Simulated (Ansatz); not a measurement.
# Rh: the change of energy less free atoms and pressure with volume per atom

Periodic Kohn-Sham DFT of a crystal at fixed atoms; pressure and stress are positive in compression; the energy is the free energy less that of spherical unpolarised free atoms; site moments are those in the method's own spheres, positive along +z. The results are calculated, by Ansatz 0.2.0.

Cell of the first row (space group Fm-3m, No. 225):
```
CELL_PARAMETERS angstrom
0.00000 1.86310 1.86310
1.86310 0.00000 1.86310
1.86310 1.86310 0.00000
ATOMIC_POSITIONS crystal
Rh 0.00000 0.00000 0.00000
```

Settings of every row: method all-electron LAPW; functional PBE; relativity scalar; k mesh 16x16x16; filling fermi-dirac; smearing width 0.03 eV; basis error target 0.25 meV/atom; nucleus gaussian.

Atom start moment: 0 on all atoms.

| row | volume per atom (Å³) | energy less free atoms (eV/atom) | pressure (GPa) |
| --- | --- | --- | --- |
| 1 | 12.933 | -7.189 | 26.252 |
| 2 | 13.477 | ? | ? |
| 3 | 13.752 | -7.2676 | 5.757 |
| 4 | 14.027 | -7.2727 | 0.355 |
| 5 | 14.577 | -7.2578 | -8.669 |

Question: what energy less free atoms and pressure should row 2 give?

Worked fit of energy less free atoms. Take u = (V_r/V)^(2/3) − 1 with V_r = 13.889 Å³ an atom, which is twice the finite (Eulerian) strain; such expansions in the strain, on which the Birch-Murnaghan equation of state is built, carry the rest volume and the bulk modulus. The shown rows have u = 0.04869, 0.00663, -0.00657, -0.03172. Least squares give energy less free atoms = −7.27132 + 0.408 × u + 26.338 × u² eV/atom; a straight line predicts inner rows, each left out in turn, worse (root mean square 0.027 against 0.00032 eV/atom). The rows lie off it by 0.0000, -0.0001, 0.0002, 0.0000. Its lowest point lies at u = -0.0077, or V = 14.05 Å³ an atom, and the curvature there gives the bulk modulus at fixed shape and fractions, B = (4/9)(1 + u)² E″(u)/V = 263 GPa. The withheld row has u = 0.02028, so the fit gives −7.27132 + 0.408 × (0.02028) + 26.338 × (0.02028)² = -7.2522 eV/atom.

The calculation gave -7.2526 eV/atom. The fit lies 0.0004 eV/atom (0.48 % of the column's range) above it; its largest miss of a shown row is 0.0002 eV/atom.

Worked fit of pressure. Take u = (V_r/V)^(2/3) − 1 with V_r = 13.889 Å³ an atom, which is twice the finite (Eulerian) strain; such expansions in the strain, on which the Birch-Murnaghan equation of state is built, carry the rest volume and the bulk modulus. The shown rows have u = 0.04869, 0.00663, -0.00657, -0.03172. Least squares give pressure = 2.9829 + 410.887 × u + 1375.87 × u² GPa; a straight line predicts inner rows, each left out in turn, worse (root mean square 1.4 against 0.024 GPa). The rows lie off it by 0.001, -0.011, 0.012, -0.003 (root mean square 0.0083 GPa). The pressure vanishes at u = -0.0074, or V = 14.05 Å³ an atom, and there the bulk modulus at fixed shape and fractions is B = −V dP/dV = (2/3)(1 + u) dP/du = 258 GPa. The withheld row has u = 0.02028, so the fit gives 2.9829 + 410.887 × (0.02028) + 1375.87 × (0.02028)² = 11.882 GPa.

The calculation gave 11.849 GPa. The fit lies 0.033 GPa (0.094 % of the column's range) above it; its largest miss of a shown row is 0.012 GPa.
